## Why forces settle before the energy in a plane-wave calculation

Plane-wave calculations with Ansatz 0.2.0 (r2SCAN, soft PAW potentials, no spin polarization) for SiO₂ in space group I-42d, with fixed atoms, an 8×8×8 k mesh and a density cutoff four times the wave cutoff. The reference wave cutoff is 850 eV. Pressure is positive in compression and corrected for the finite cutoff; the force change is the largest over atoms and axes.

```
wave cutoff  energy less reference (meV per atom)  pressure less reference (GPa)  largest force change (eV/Å)  pressure (GPa)
     150 eV                               13077.6                        -17.045                        0.807         -18.390
     200 eV                                4472.9                          4.278                        0.368           2.933
     250 eV                                1203.9                          2.798                        0.260           1.453
     300 eV                                 279.0                          0.066                        0.007          -1.279
     350 eV                                  53.5                         -0.053                        0.001          -1.398
     380 eV                                  18.5                         -0.021                        0.001          -1.366
     460 eV                                   4.0                          0.029                        0.002          -1.316
     500 eV                                   3.5                          0.026                        0.002          -1.319
     520 eV                                   3.1                          0.025                        0.002          -1.320
     600 eV                                   1.3                          0.011                        0.001          -1.334
     700 eV                                   0.3                          0.001                        0.000          -1.344
```

At a wave cutoff of 300 eV the energy of this silica crystal is still about 0.3 eV per atom too high. The pressure, however, is within 0.07 GPa of its reference value, and the forces within 0.01 eV/Å. With three atoms in each SiO₂ unit, the energy error comes to $3\times0.279=0.84$ eV, or roughly 80 kJ/mol, as large as many reaction energies. How can an energy be so wrong while its derivatives are nearly right?

The cutoff is the highest kinetic energy of the plane waves from which the orbitals are built. Raising it adds shorter waves and so finer detail, and the energy falls at every step of the table. Pressure tells how the energy changes with volume, and a force tells how it changes when an atom moves. Both therefore respond only to that part of the energy error which changes with the geometry.

### The argument from the variational principle

A tempting argument predicts the opposite order. The energy is at a minimum with respect to the orbitals, so a small error in the orbitals enters the energy only squared, whereas many other properties feel it in first order. The energy should then settle first. Percentages seem to agree: at 300 eV the energy is off by 0.05% of the total, the pressure by 5% of its reference value.

The comparison is unfair, because the total energy is counted from an arbitrary zero and contains a huge part that no chemical change touches. A fairer test is how much the energy error changes when the geometry does. Judged by the pressure error at 300 eV, compressing the cell by 1% changes the energy error by only about 0.06 meV per atom, out of 279 meV. The variational principle does hold, but it doesn't put the derivatives at a disadvantage here. If the energy error is of second order in the missing detail at every geometry, its slope is expected to be of second order too. How large that slope is depends on how much the missing detail changes when the atoms move.

### Do the missing waves stretch with the crystal?

Two pictures of the missing detail lead to very different pressures. In the first, the orbitals stretch with the crystal like a pattern on a rubber sheet. Compression shortens all their waves and raises their kinetic energies, so a fixed cutoff captures less of them. The energy error must then grow under compression, which shows up as a false positive pressure.

Let $\delta$ be the energy error per atom, $V$ the volume per atom and $E$ the cutoff. Wavelengths scale as $V^{1/3}$ and kinetic energies as $V^{-2/3}$, so $\delta$ depends on the product $E\,V^{2/3}$. The pressure error follows as

$$\Delta P=-\frac{d\delta}{dV}=\frac{2}{3}\,\frac{s\,\delta}{V},\qquad s=-\frac{d\ln\delta}{d\ln E}.$$

The steepness $s$ can be read from the energies alone, so the formula has no adjustable constant. From 250 to 300 eV,

$$s=\frac{\ln(1203.9/279.0)}{\ln(300/250)}\approx 8,\qquad \Delta P\approx\frac{2}{3}\times\frac{8\times0.279\ \text{eV}}{14.07\ \text{Å}^3}\approx0.11\ \text{eV/Å}^3\approx17\ \text{GPa}.$$

Because $s$ is taken over a wide step, only the order of magnitude counts. That is enough: the calculated pressure error at 300 eV is 0.066 GPa, more than two hundred times smaller. From 200 to 380 eV the estimate is too large in size by a factor of at least 19, and at 350 and 380 eV its sign is wrong as well. In this range most of the missing detail does not stretch with the crystal.

### Detail that travels with the atoms

In the second picture the missing waves describe compact parts of the orbitals close to the nuclei. These parts keep their size when the cell is squeezed and move along when an atom is displaced. Each atom then carries a nearly fixed energy error, which adds to the total but drops out of its derivatives. Chemistry points to oxygen, whose 2s and 2p shells are much more compact than the 3s and 3p shells of silicon, although the outputs do not divide the error among the atoms.

The forces support this picture independently, since the cell keeps its shape when an atom moves. At 300 eV the error of the whole six-atom cell is $6\times279$ meV, about 1.7 eV. Judged by the force change, moving one oxygen by 0.01 Å alters it by only about 0.07 meV. The evidence is a little weaker than it looks, because changes in the two Si–O bonds of an oxygen can partly cancel in the force.

The pressure needs one more condition. If the same set of waves is kept while the cell expands, the waves grow longer and the effective cutoff drops. This produces a false inward pull, known as Pulay stress, of the same size as the estimate above: of the order of ten GPa at 300 eV. The pressures in the table are already corrected for it, and without that correction the early agreement would be lost.

### Where the picture fails

A nearly fixed error is harmless only if the small part that does vary is small in absolute terms. At 250 eV a 1% compression changes the energy error by merely 0.2%. But the error itself exceeds 1 eV per atom, and the pressure is off by 2.8 GPa. At 200 and 250 eV the force on the oxygen atoms even points the wrong way, so a relaxation would start in the wrong direction.

At the other end, the fall of the energy error slows down: between 460 and 520 eV it only creeps from 4.0 to 3.1 meV per atom. In proportion to its size, what remains depends more strongly on volume, changing by 0.6 to 0.7% for each 1% of compression, although in meV this change is smaller than at 300 eV. If the corrected pressures are taken at face value, atom-bound detail alone doesn't explain this tail. The stretching estimate doesn't fit it well either: from 460 to 600 eV it is too large by factors between 1.6 and 8.4. The cause remains open: the cutoff for the electron density was raised together with that for the waves, and a small flaw in the correction of the pressures could leave a similar trace.

The pressure error also changes sign between 300 and 350 eV, and again between 380 and 460 eV. Its small value at 380 eV is therefore no proof of better convergence than at 460 eV, and the ratio of more than two hundred found at 300 eV may owe something to the nearby zero. The conclusion doesn't hang on that one row, since even at 250 eV, where the pressure error is far from zero, the stretching estimate is about nineteen times too large.

### Choosing a cutoff

The right cutoff depends on the question. For this cell, forces and corrected pressures stay within 0.01 eV/Å and 0.07 GPa of the reference from 300 eV upwards. The absolute energy comes within 4 meV per atom only at 460 eV, and within 1 meV only at 700 eV. The program flags all cutoffs in the table below 500 eV as lower than recommended, and these thresholds belong to the soft potentials used here.

The same reasoning suggests what happens when two forms of silica are compared at one cutoff. Each contains the same atoms with nearly the same fixed errors, so most of the error should cancel in the energy difference. The table holds only one structure and can't test this. The printed analysis that follows gives the volume dependence of the error and the stretching estimate for each cutoff.

Output of the analysis:

```
Volume dependence of the energy error:
     row  change for 1% compression (meV/atom)  same in % of the energy error  pressure error if orbitals stretch (GPa)  oxygen force (eV/angstrom)
  150 eV                                -14.97                        -0.1144                                       n/a                      -1.002
  200 eV                                 3.756                        0.08398                                     126.7                      0.1737
  250 eV                                 2.457                         0.2041                                     53.76                     0.06564
  300 eV                               0.05795                        0.02077                                     16.99                      -0.188
  350 eV                              -0.04654                       -0.08698                                     4.352                     -0.1961
  380 eV                              -0.01844                       -0.09967                                     1.814                     -0.1939
  460 eV                               0.02546                         0.6366                                    0.2434                     -0.1925
  500 eV                               0.02283                         0.6523                                   0.04256                     -0.1926
  520 eV                               0.02195                         0.7081                                   0.07283                     -0.1928
  600 eV                              0.009658                          0.743                                   0.05994                     -0.1941
  700 eV                              0.000878                         0.2927                                   0.02167                     -0.1948
Reference pressure at 850 eV (GPa): -1.345
Reference oxygen force at 850 eV (eV/angstrom): -0.1947
Energy error at 300 eV in % of the total energy: 0.04702
Pressure error at 300 eV in % of the reference pressure: 4.907
Force change at 300 eV in % of the reference force: 3.595
Energy error of the whole cell at 300 eV (meV): 1674
Its change when one oxygen moves 0.01 angstrom, at most (meV): 0.07
Stretching estimate over computed pressure error, smallest ratio from 200 to 380 eV: 19.22
Same ratio at 300 eV: 257.4
Same ratio at 460 eV: 8.395
Same ratio at 500 eV: 1.637
Factor by which the energy error falls from 300 to 380 eV: 15.08
Factor by which the energy error falls from 460 to 520 eV: 1.29
```
